**Q.** Here are five transitions out of the $^5F_4$ level of free Nd$^{2+}$ ($4f^4$), from a relativistic intermediate-coupling calculation, with the final levels unlabelled. Which is which, and how far can I trust each assignment?

Radial Dirac CI 1, Dirac-Coulomb-Breit CI in intermediate coupling with KLI orbitals and model QED: free Nd²⁺, single configuration 4f⁴, valence Slater integrals scaled by 0.8. Squared reduced matrix elements of the unit tensors U2, U4 and U6 are for transitions from the level ⁵F₄; energies are in cm⁻¹ above the lowest level. Candidates: 5I7, 5I5, 5S2, 5F1, 5I6.

| row | to energy (cm⁻¹) | to u2 squared | to u4 squared | to u6 squared |
| --- | --- | --- | --- | --- |
| A | 2329.8 | 0.0045 | 0.2892 | 0.1786 |
| B | 1108.8 | 0.0020 | 0.1410 | 0.3643 |
| C | 3627.3 | 0 | 0.1625 | 0.0239 |
| D | 10960.7 | 0 | 0.0319 | 0 |
| E | 12527.8 | 0.0001 | 0.0007 | 0.0002 |

**A.** First the columns. A label $^{2S+1}L_J$ names the spin, orbital and total angular momentum of the leading component of a level, and energies are counted from the lowest level. $U2$, $U4$ and $U6$ are unit tensors $U^{(k)}$ of rank $k$: sums over the four electrons of an operator that acts only on orbital angles, normalised to $\langle f\|u^{(k)}\|f\rangle=1$. The columns give $|\langle ^5F_4\|U^{(k)}\|J'\rangle|^2$. What does conservation of angular momentum demand of them?

**Q.** $J$, $J'$ and $k$ must form a triangle, so $|4-J'|\le k\le 4+J'$. For $J'=1$ only $k=3$ to 5 is open, so $U2$ and $U6$ vanish. For $J'=7$ the range starts at 3, so $U2$ vanishes. For $J'=2$, 5 and 6 all three ranks are allowed. Row D has two zeros and row C has one, so D is $^5F_1$ and C is $^5I_7$.

**A.** The result is right, but turn the argument round. A printed zero only means a value below 0.00005. The same calculation started from $^5I_4$ prints zero for $U2$ to $^5S_2$, which the $J$ triangle allows. The safe direction runs from the candidate to the row. $^5F_1$ must show zeros in $U2$ and $U6$, and only D does. $^5I_7$ must show a zero in $U2$, which leaves C once D is taken. $J$ is exact in a free ion however strongly the terms mix, so both assignments are sure. A crystal field would mix different $J$ and lift these zeros.

**Q.** That leaves A, B and E for $^5I_5$, $^5I_6$ and $^5S_2$. Row E is below 0.001 in every rank, with no $J$ rule against it.

**A.** There a second triangle acts. If $S$ and $L$ are good quantum numbers, the spin is a spectator and the element factorises:

$$U_k^2=(2J+1)(2J'+1)\begin{Bmatrix}L&J&S\\J'&L'&k\end{Bmatrix}^2\langle L\|U^{(k)}\|L'\rangle^2 .$$

The $6j$ symbol vanishes unless $L$, $L'$ and $k$ also form a triangle. From F ($L=3$) to S ($L'=0$) only $k=3$ is possible, so all three even ranks vanish. From F to I ($L'=6$) the range is 3 to 9: $U2$ is forbidden, $U4$ and $U6$ are allowed. Which rows have these shapes?

**Q.** E fits $^5S_2$. A and B have $U2$ of only 0.0045 and 0.0020 beside $U4$ and $U6$ above 0.1, so they are the I levels. But the $L$ rule is only approximate.

**A.** It is, so add the energy. Hund's rules put $^5I$ lowest, with $J$ rising upward in a shell less than half full. A, B and C lie below 3700 cm⁻¹, and the next of the five rows is 7333 cm⁻¹ above C. E at 12527.8 cm⁻¹ cannot belong to that multiplet. Two separate arguments agree, and I count E as sure. The weakness belongs to the pair F–S and not to the level: from $^5I_4$, where I–S opens rank 6, the same calculation gives $U6=0.2247$ to $^5S_2$, against 0.1978 from the formula.

**Q.** Would the energy alone have separated D from E?

**A.** Yes, once you know where $^5S$ belongs. In $f^4$ the terms $^5S$ and $^5F$ have the same first-order Coulomb energy for any Slater integrals, so the empirical factor 0.8 on those integrals does not part them. The calculation bears this out: the mean of the five $^5F$ levels, weighted by $2J+1$, is 12517 cm⁻¹, and E lies at 12527.8. Spin-orbit coupling then sets the order. Within the quintets it is $(\zeta/4)\,\mathbf L\cdot\mathbf S$ in first order, with $\zeta$ the $4f$ spin-orbit constant. That leaves $^5S_2$ in place and lowers $^5F_1$ by $8(\zeta/4)$. The $^5I$ intervals put $\zeta/4$ between 168.3 and 221.8 cm⁻¹, so $^5F_1$ should lie 1346 to 1774 cm⁻¹ below $^5S_2$. D lies 1567 cm⁻¹ below E, so D is $^5F_1$ by energy as well as by the tensor columns.

The estimate is only first order. Second-order coupling shifts the levels, and so can correlation that a single configuration with exchange-only orbitals does not contain and the factor 0.8 replaces only roughly. To reverse D and E such shifts would have to exceed 1567 cm⁻¹. The order of E and $^5F_4$ is less secure: it rests on a single unit of $\zeta/4$, and the calculated gap is just 156 cm⁻¹.

**Q.** And A against B? No triangle tells $J'=5$ from $J'=6$.

**A.** This pair needs values, so the orbital factor must be built. In a quintet all four spins are parallel, and the electrons fill four of seven orbitals. That gives 35 determinants, which sort into $L=0,2,3,4,6$, each once. Write $U^{(k)}$ in these determinants, project on $L$ and $L'$, and sum the squares over all components. For F–I this yields 0.6894 at $k=4$ and 1.2727 at $k=6$; for F–F it yields 0.25 at all three ranks. Nothing is fitted. The $6j$ symbol then shares the strength among the $J'$.

The sodium D doublet is the simple case of the same formula, with $k=1$ and $S=1/2$: one orbital strength $s\to p$ is split 2 to 1 by recoupling alone. The analogy covers the sharing and stops there. Sodium has one valence electron and a single term in each of the two configurations, and its factors are nearly intensities, which ours are not.

**Q.** Let me work row D, where the symbol contains a 1. By its symmetries $\{3\,4\,2;1\,3\,4\}=\{3\,4\,3;1\,2\,4\}$, of the form $\{a\,b\,c;1\;c{-}1\;b\}$ with $s=a+b+c=10$. The closed formula gives

$$\{\,\}^2=\frac{2(s+1)(s-2a)(s-2b)(s-2c+1)}{2b(2b+1)(2b+2)(2c-1)2c(2c+1)}=\frac{2\cdot11\cdot4\cdot2\cdot5}{8\cdot9\cdot10\cdot5\cdot6\cdot7}=0.00582 .$$

Then $U4=9\times3\times0.00582\times0.25=0.0393$. Row D has 0.0319, which is 19 % below the LS value.

**A.** That misfit is of the size found in several other rows, and no row entered the estimate. For the open pair the model gives $U4/U6=0.26$ for $^5I_5$ and 1.70 for $^5I_6$. Row B has 0.39 and row A has 1.62, so B is $^5I_5$ and A is $^5I_6$. The energy order says the same, B lying below A. No exact law fixes this pair, so it ranks below C and D in certainty: it assumes that mixing does not invert the $U4/U6$ balance or the order of the multiplet. Scoring all 120 assignments on the amplitudes $\sqrt{U_k^2}$ puts ours first with 0.022. The next, at 0.083, swaps D and E, which the $J$ rule has already excluded. Here are the labels.

The rows with their labels:

| to level | to energy (cm⁻¹) | to u2 squared | to u4 squared | to u6 squared |
| --- | --- | --- | --- | --- |
| 5I4 | 0.0 | 0.0004 | 0.0274 | 0.2389 |
| 5I5 | 1108.8 | 0.0020 | 0.1410 | 0.3643 |
| 5I6 | 2329.8 | 0.0045 | 0.2892 | 0.1786 |
| 5I7 | 3627.3 | 0 | 0.1625 | 0.0239 |
| 5I8 | 4973.7 | 0 | 0.2003 | 0.7144 |
| 5F1 | 10960.7 | 0 | 0.0319 | 0 |
| 5F2 | 11319.4 | 0.0370 | 0.0724 | 0.0555 |
| 5F3 | 11969.8 | 0.1245 | 0.0338 | 0.1142 |
| 5S2 | 12527.8 | 0.0001 | 0.0007 | 0.0002 |

**Q.** So A is $^5I_6$, B $^5I_5$, C $^5I_7$, D $^5F_1$ and E $^5S_2$. Now that C has neighbours, its $U6$ looks odd: 0.0239, between 0.1786 for $^5I_6$ and 0.7144 for $^5I_8$. Is that mixing?

**A.** The comparison shows that it is mostly not. Pure LS coupling gives 0.0382 at $^5I_7$ and 0.7260 at $^5I_8$, so the dip and the jump are already in the $6j$ symbol, which oscillates with $J'$ and is small at $J'=7$ for rank 6. The calculation contains the same angular algebra, so this agreement measures how close the levels are to LS coupling and does not test the algebra.

**Q.** Where does the model fail?

**A.** Row C holds the largest absolute misfit: $U4$ is 0.1625 against 0.2424, or 33 % below LS. The largest relative misfit is $U2$ to $^5F_2$, 0.0370 against 0.0191, or 93 % above LS. Row B loses 16 % in $U6$ and gains 23 % in $U4$. One common scale factor, fitted to the 17 entries that are nonzero in LS coupling, rows A to D among them, comes out as 0.938 and lowers the rms misfit only from 0.029 to 0.024, hundreds of times the rounding. Uniform dilution of the quintets is thus not the main effect. The multiplet totals behave better. Summed over $J'$ the formula gives $\tfrac{2J+1}{2L+1}\langle L\|U^{(k)}\|L'\rangle^2$, so $\tfrac97\times0.6894=0.886$ for $U4$, and the table's five $^5I$ rows add to 0.820. Both $U4$ and $U6$ totals are about 7 % below LS. The single $^5I$ rows miss in both directions in $U4$, while in $U6$ all five fall short by unequal fractions. An admixed amplitude adds to the main one before squaring, so its cross term is linear in the admixture and has either sign. That this interference redistributes strength among the $J'$ is argued, not shown by these numbers. The row-by-row comparison is in the output after this exchange.

**Q.** What mixes in? $^5S_2$ is so close to $^5F_4$ that I would suspect those two.

**A.** They differ in $J$ and cannot mix. Nor does the one-electron spin-orbit coupling mix quintets with one another in first order. For parallel spins each $\mathbf s_i$ acts as $\mathbf S/4$, so $\zeta\sum_i\mathbf l_i\cdot\mathbf s_i$ becomes $(\zeta/4)\,\mathbf L\cdot\mathbf S$, which is diagonal in $L$. Spin-orbit admixture has to pass through triplets. The first-order term alone gives the Landé rule, a constant interval divided by the upper $J$. In $^5I$ that quotient falls steadily from 221.8 to 168.3 cm⁻¹, by 24 %, and in $^5F$ it alternates. Second-order coupling produces such departures, and the two-electron Breit terms add to them.

**Q.** Can the forbidden $U2$ values of A and B name the partner?

**A.** They exclude one simple story. Suppose $^5F_4$ holds a share of $^5G_4$, for which $U2$ to I is allowed. Dividing the table by the LS values from $^5G_4$ should return one share. It returns about 2.5 % for $^5I_4$, 0.83 % for $^5I_5$ and 0.41 % for $^5I_6$, a spread far outside the rounding, so this path cannot act alone. Since $U^{(k)}$ conserves spin, a triplet part of $^5F_4$ joined to a triplet part of the $^5I$ level is my guess for the rest, and it is untested. The residues in row E carry one figure each, and their ratios support no inference.

**Q.** If I started from $^5F_3$ instead, what should I look for?

**A.** Redraw both triangles. With $J=3$, $U6$ needs $J'\ge3$, so it vanishes exactly for $^5F_1$, $^5F_2$ and $^5S_2$. $U2$ needs $J'$ from 1 to 5, so $^5I_6$ joins the exact zeros, while $U2$ to $^5F_1$ opens in both $J$ and $L$. Those are exact. If the levels stay close to LS coupling, the F–S pair should also remain weak and the F–I pairs should remain dominated by ranks 4 and 6. Before calling any such line strong, recall that in Judd-Ofelt theory the line strength is $\sum_k\Omega_k U_k^2$ with host-dependent parameters $\Omega_k$. An intensity also needs frequency factors and any magnetic-dipole part. In Nd$^{2+}$ the low $4f^35d$ configuration also weakens the closure approximation behind that sum.

The analysis program printed:

```
Table rounding of squared elements: +-0.00005; quintet L values: [0, 2, 3, 4, 6]
orbital <L||Uk||L2>^2 F-I, k=2,4,6: 0.0000 0.6894 1.2727
orbital <L||Uk||L2>^2 F-F, k=2,4,6: 0.2500 0.2500 0.2500
orbital <L||Uk||L2>^2 F-S, k=2,4,6: 0.0000 0.0000 0.0000
level: table / pure LS for U2, U4, U6 (J = forbidden by J triangle)
5I4 0.0004 / 0.0000 | 0.0274 / 0.0169 | 0.2389 / 0.2563
5I5 0.0020 / 0.0000 | 0.1410 / 0.1146 | 0.3643 / 0.4352
5I6 0.0045 / 0.0000 | 0.2892 / 0.3064 | 0.1786 / 0.1806
5I7 0.0000 / 0.0000 J | 0.1625 / 0.2424 | 0.0239 / 0.0382
5I8 0.0000 / 0.0000 J | 0.2003 / 0.2061 | 0.7144 / 0.7260
5F1 0.0000 / 0.0000 J | 0.0319 / 0.0393 | 0.0000 / 0.0000 J
5F2 0.0370 / 0.0191 | 0.0724 / 0.0816 | 0.0555 / 0.0536
5F3 0.1245 / 0.1094 | 0.0338 / 0.0292 | 0.1142 / 0.1094
5S2 0.0001 / 0.0000 | 0.0007 / 0.0000 | 0.0002 / 0.0000
LS-nonzero entries: 17; rms(table-LS) 0.0286; common scale 0.938 gives rms 0.0241
largest misfit: 5I7 U4 table-LS -0.0799 (-33 %)
largest misfit: 5I5 U6 table-LS -0.0709 (-16 %)
largest misfit: 5I5 U4 table-LS +0.0264 (+23 %)
largest misfit: 5F2 U2 table-LS +0.0179 (+93 %)
sum over 5I4..5I8 of U4: table 0.8204, LS 0.8864, ratio 0.926
sum over 5I4..5I8 of U6: table 1.5201, LS 1.6364, ratio 0.929
U4/U6 table (LS): 5I5 0.39 (0.26), 5I6 1.62 (1.70), 5I7 6.80 (6.34)
Assignment from U alone; rows at 1108.8, 2329.8, 3627.3, 10960.7, 12527.8 cm-1; true: 5I5 5I6 5I7 5F1 5S2
  sum of squared amplitude differences 0.0223: 5I5 5I6 5I7 5F1 5S2
  sum of squared amplitude differences 0.0826: 5I5 5I6 5I7 5S2 5F1
  sum of squared amplitude differences 0.1618: 5I5 5I7 5I6 5F1 5S2
5I interval to J, and /J (cm-1): J=5 1108.8, 221.8, J=6 1221.0, 203.5, J=7 1297.5, 185.4, J=8 1346.4, 168.3
5I interval/J, last against first: -24 %
5F interval to J, and /J (cm-1): J=2 358.7, 179.3, J=3 650.4, 216.8, J=4 713.9, 178.5, J=5 1012.6, 202.5
5F interval/J, last against first: +13 %
gaps (cm-1): 5F4-5S2 155.9, 5S2-5F1 1567.1, 5S2-5F3 558.0, 5F1-5I7 7333.4
LS-forbidden U2 to 5I, if due only to a 5G4 share in 5F4:
  5I4 table 0.0004, LS from 5G4 0.0161, implied share 2.49 +- 0.31 %
  5I5 table 0.0020, LS from 5G4 0.2407, implied share 0.83 +- 0.02 %
  5I6 table 0.0045, LS from 5G4 1.0939, implied share 0.41 +- 0.00 %
5I4 to 5S2 U6: calculation 0.2247, pure LS 0.1978
```
